## Appendix: Microscopic energy current and its harmonic limit in four monatomic chains

### A.1 Energy current from site energies

Let $H=\sum_i e_i$ with $e_i=\tfrac12 m_iv_i^2+U_i$, where the site energy $U_i$ depends on relative positions only. The current is extensive (energy times velocity) and is defined as $\mathbf J=\frac{d}{dt}\sum_i\mathbf r_ie_i$. Newton's law with $\mathbf F_i=-\sum_j\partial U_j/\partial\mathbf r_i$ gives

$$\dot e_i=-\sum_j\frac{\partial U_j}{\partial\mathbf r_i}\cdot\mathbf v_i+\sum_j\frac{\partial U_i}{\partial\mathbf r_j}\cdot\mathbf v_j .$$

Multiplying by $\mathbf r_i$, summing, and exchanging the labels in the second term yields

$$\mathbf J=\sum_ie_i\mathbf v_i-\sum_{i\ne j}(\mathbf r_i-\mathbf r_j)\left(\frac{\partial U_j}{\partial\mathbf r_i}\cdot\mathbf v_i\right).\tag{A1}$$

Only differences of positions appear, so (A1) carries over to periodic cells. For a pair potential shared equally, $U_j=\tfrac12\sum_{l\neq j}\phi(r_{jl})$ and $\partial U_j/\partial\mathbf r_i=-\tfrac12\mathbf F_{ij}$, where $\mathbf F_{ij}$ is the force on $i$ due to $j$. With $\mathbf r_{ij}=\mathbf r_i-\mathbf r_j$ this is the Irving–Kirkwood form

$$\mathbf J=\sum_ie_i\mathbf v_i+\frac12\sum_{i\ne j}\mathbf r_{ij}\,(\mathbf F_{ij}\cdot\mathbf v_i).\tag{A2}$$

### A.2 Harmonic chain

Take $N$ atoms of mass $m$ at $x_n=na+u_n$ on a ring of length $L=Na$, with $s_n=u_{n+1}-u_n$ and $U_n=\tfrac K4(s_n^2+s_{n-1}^2)$. Each bond contributes $-\tfrac K2(a+s_n)s_n(v_n+v_{n+1})$ to the second term of (A2). Adding the convective term gives exactly $J=J_2+J_3$, with

$$J_2=-\frac{Ka}{2}\sum_n(u_{n+1}-u_{n-1})v_n,\qquad J_3=\sum_nv_n\left[\tfrac12mv_n^2-U_n\right].\tag{A3}$$

Write $u_n=N^{-1/2}\sum_kQ_ke^{ikna}$ and $Q_k=\sqrt{\hbar/2m\omega_k}\,(b_k+b^\dagger_{-k})$, with $\omega_k=\omega_m|\sin(ka/2)|$ and $\omega_m=2\sqrt{K/m}$. Then $J_2=-iKa\sum_k\sin(ka)\,Q_k\dot Q_{-k}$, and

$$Q_k\dot Q_{-k}=-\frac{i\hbar}{2m}\left(b_kb_{-k}-b^\dagger_{-k}b^\dagger_k-b_kb_k^\dagger+b^\dagger_{-k}b_{-k}\right).$$

The first two products are even in $k$ and cancel against the odd factor $\sin ka$. Since $v_k=d\omega_k/dk=Ka\sin(ka)/m\omega_k$,

$$J_2=\sum_k\hbar\omega_kv_k\,n_k=\sum_k\hbar\omega_kv_k\,\delta n_k ,\tag{A4}$$

where $\delta n_k=n_k-\bar n_k$ and the Bose occupations $\bar n_k$ drop out because $v_k$ is odd. This is the Peierls current. In a crystal with several branches it is the diagonal part of the quadratic current, and interbranch terms are added to it (Hardy 1963). With one branch it is the whole of $J_2$.

A many-body term leads to the same structure. An embedding energy expanded to second order in the local density adds $\tfrac B2(u_{n+1}-u_{n-1})^2$ to $U_n$. Equation (A1) then adds $-aB\sum_n(u_{n+1}-u_{n-1})(v_{n+1}+v_{n-1})=-aB\sum_n(u_{n+2}-u_{n-2})v_n$ to $J_2$. A second-neighbour pair spring $B$ gives the identical sum through (A2), and (A4) holds with $m\omega_k^2=4K\sin^2(ka/2)+4B\sin^2(ka)$. The numbers below use $B=0$.

### A.3 Two transport quantities

The Green–Kubo integral at zero total momentum is $\kappa(t)=(Lk_BT^2)^{-1}\int_0^t\langle J(t')J(0)\rangle dt'$. Because $J_2$ commutes with $H$, it contributes $Dt$: the harmonic chain has no finite conductivity, only a Drude weight $D$. From $\langle\delta n_k^2\rangle=\bar n_k(\bar n_k+1)$,

$$D=\frac1L\sum_kc_kv_k^2,\qquad c_k=k_B\frac{x^2e^x}{(e^x-1)^2},\qquad x=\frac{\hbar\omega_k}{k_BT}.\tag{A5}$$

A common lifetime $\tau$ for all modes would give $\kappa=D\tau$. If instead right-moving modes are populated at $T+\delta T$ and left-moving modes at $T$, the energy flux $J_2/L$ equals $G\,\delta T$ with

$$G=\frac1L\sum_{k>0}c_kv_k=\frac1{2\pi}\int_0^{\omega_m}c(\omega)\,d\omega .\tag{A6}$$

Define $\Theta=\hbar\omega_m/k_B$, $c_s=a\sqrt{K/m}$ and $g_0=\pi^2k_B^2T/3h$, and use $|v|=c_s\sqrt{1-\omega^2/\omega_m^2}$. The limits are

$$T\ll\Theta:\quad G\to g_0,\qquad D\simeq2c_sg_0\left[1-\frac{2\pi^2}{5}\frac{T^2}{\Theta^2}\right],$$

$$T\gg\Theta:\quad G\simeq\frac{k_B\omega_m}{2\pi}\left[1-\frac{\Theta^2}{36T^2}\right],\qquad D\simeq\frac{k_BKa}{2m}\left[1-\frac{\Theta^2}{48T^2}\right].$$

The two leading forms of $G$ cross at $T=3\Theta/\pi^2=0.304\,\Theta$.

**Size of $J_3$.** The map $(u,v)\to(-u,-v)$ leaves $H$ and $J_2$ unchanged and reverses $J_3$, so the two currents are uncorrelated at all times. A conserved part of $J_3$ would need $\omega_{k_1}+\omega_{k_2}=\omega_{k_1+k_2}$, which the sine dispersion satisfies only when a mode of zero frequency takes part. At zero total momentum $D$ is therefore fixed by $J_2$. In the classical regime $v_n$ and $s_n$ are independent Gaussians of variance $k_BT/m$ and $k_BT/K$ for large $N$. Removing the projection of $J_3$ on the total momentum, $k_BT\sum_nv_n$, leaves $\langle J_3^2\rangle=\tfrac74N(k_BT)^3/m$, while $\langle J_2^2\rangle=\tfrac12NKa^2(k_BT)^2/m$. The ratio

$$\eta=\frac72\frac{k_BT}{Ka^2}$$

bounds the relative contribution of $J_3$ to the classical $\kappa(t)$ at any $t$, because an autocorrelation function never exceeds its initial value.

### A.4 Inputs and results

Each chain represents the rigid (100) planes of an fcc metal of cube edge $a_0$. The spacing is $a=a_0/2$ and the area per atom is $a_0^2/2$. Matching the long-wave stiffness to an elastic constant $C$ gives $K=C(a_0^2/2)/(a_0/2)=Ca_0$, with $C=C_{11}$ for longitudinal (L) and $C=C_{44}$ for transverse (T) motion. In the T chain the spring is not central and (A1) is the equation to use. It returns $J_2$ of (A3), and $J_3=0$ along the chain because velocities and displacements have no component in that direction.

For Al the measured room-temperature values $C_{11}=106.75$ GPa and $C_{44}=28.34$ GPa are those compiled by Blaschke, used at both temperatures. The other inputs are approximate: $a_0=4.05$ Å and $m=26.98$ u for Al, $C_{11}=168$ GPa, $a_0=3.61$ Å and $m=63.55$ u for Cu, and $C_{11}=192$ GPa, $a_0=4.08$ Å and $m=196.97$ u for Au. The entries are full evaluations of (A5) and (A6) for $N\to\infty$ and belong to the model chains. $G$ is in meV ps$^{-1}$ K$^{-1}$ (one unit is 0.160 nW/K), $D$ is in meV nm ps$^{-2}$ K$^{-1}$, and $\eta$ is the classical value.

| chain | $K$ (eV/Å$^2$) | $\Theta$ (K) | $c_s$ (nm/ps) | $G$, 300 K | $D$, 10 K | $D$, 300 K | $\eta$, 300 K (%) |
|---|---|---|---|---|---|---|---|
| Al, L | 2.70 | 475 | 6.29 | 0.797 | 0.742 | 8.01 | 0.82 |
| Al, T | 0.716 | 245 | 3.24 | 0.431 | 0.380 | 2.20 | 0 |
| Cu, L | 3.79 | 366 | 4.33 | 0.632 | 0.510 | 4.34 | 0.73 |
| Au, L | 4.89 | 236 | 3.16 | 0.417 | 0.370 | 2.08 | 0.44 |

At 10 K all four chains have $G=g_0=0.0591$. The cutoffs of the two Al chains lie on either side of the measured Debye temperature of bulk Al, 428 K (compiled value, Wikipedia), which was not an input.

### A.5 Trends

The trends follow from counting powers of $v_k$. Converting $L^{-1}\sum_k$ to a frequency integral supplies a factor $1/|v_k|$. The conductance is linear in $J_2$, so its single $v_k$ cancels and the material enters only through the cutoff $\omega_m$. At 10 K the cutoff lies far above $k_BT/\hbar$ and $G$ is universal. At 300 K all modes are active and $G$ follows $\omega_m\propto\sqrt{K/m}$.

The Drude weight is quadratic in $J_2$, so one velocity survives. At low temperature only the long waves count and $D\propto c_s$. At high temperature the range of active modes adds a factor $\omega_m$, and $D\propto c_s\omega_m\propto Ka/m$.

The two Al chains share $m$ and $a$ and isolate the stiffness. Their limiting ratios are $\sqrt{C_{11}/C_{44}}=1.94$ for $G$ at high temperature and for $D$ at low temperature, and $C_{11}/C_{44}=3.77$ for $D$ at high temperature. The computed ratios are 1.85, 1.95 and 3.63. The two ratios at 300 K fall short because the stiffer chain is less classical. For Al (L), $G$ lies 6.5 % below its classical limit 0.852 and $D$ lies 4.9 % below 8.42. The reduction of $D$ is smaller because the modes that freeze out first sit near the zone boundary, where $v_k\to0$ and $D$ gives them little weight. The 10 K ratio slightly exceeds 1.94 because thermal phonons of the softer chain reach further into the region where $v_k<c_s$.

Au (L) and Al (T) show that mass and stiffness enter $G$ and $D$ only through $K/m$. The Au atom is 7.3 times heavier and its spring 6.8 times stiffer at nearly equal $a$, so the two rows almost coincide although Au has the largest $K$ of the set. The cubic current follows a different combination. The mass drops out of $\eta$, and $Ka^2=C_{11}a_0^3/4$ is an elastic energy per atom of 11.1, 12.3 and 20.3 eV for Al, Cu and Au. It orders the L chains by stiffness times atomic volume and keeps $\eta$ below 1 %.

A many-body term acts on the two regimes differently. At fixed $C$ the sum $K+4B=Ca_0$ is fixed, so $c_s$ and the leading low-temperature forms of $G$ and $D$ do not change. The zone-boundary frequency remains $2\sqrt{K/m}$, and it is the top of the band while $4B<K$. Assigning a tenth of $Ca_0$ to $4B$ would lower the classical $G$ by 5.1 %, comparable to the quantum reduction at 300 K.

The chains sample one line of the Brillouin zone, have no scattering and contain no electrons. The real metals have finite conductivities carried mostly by electrons, so $G$ and $D$ describe how the lattice current scales with $K$, $m$, $a$ and $T$ and are no estimate of heat conduction in a wire.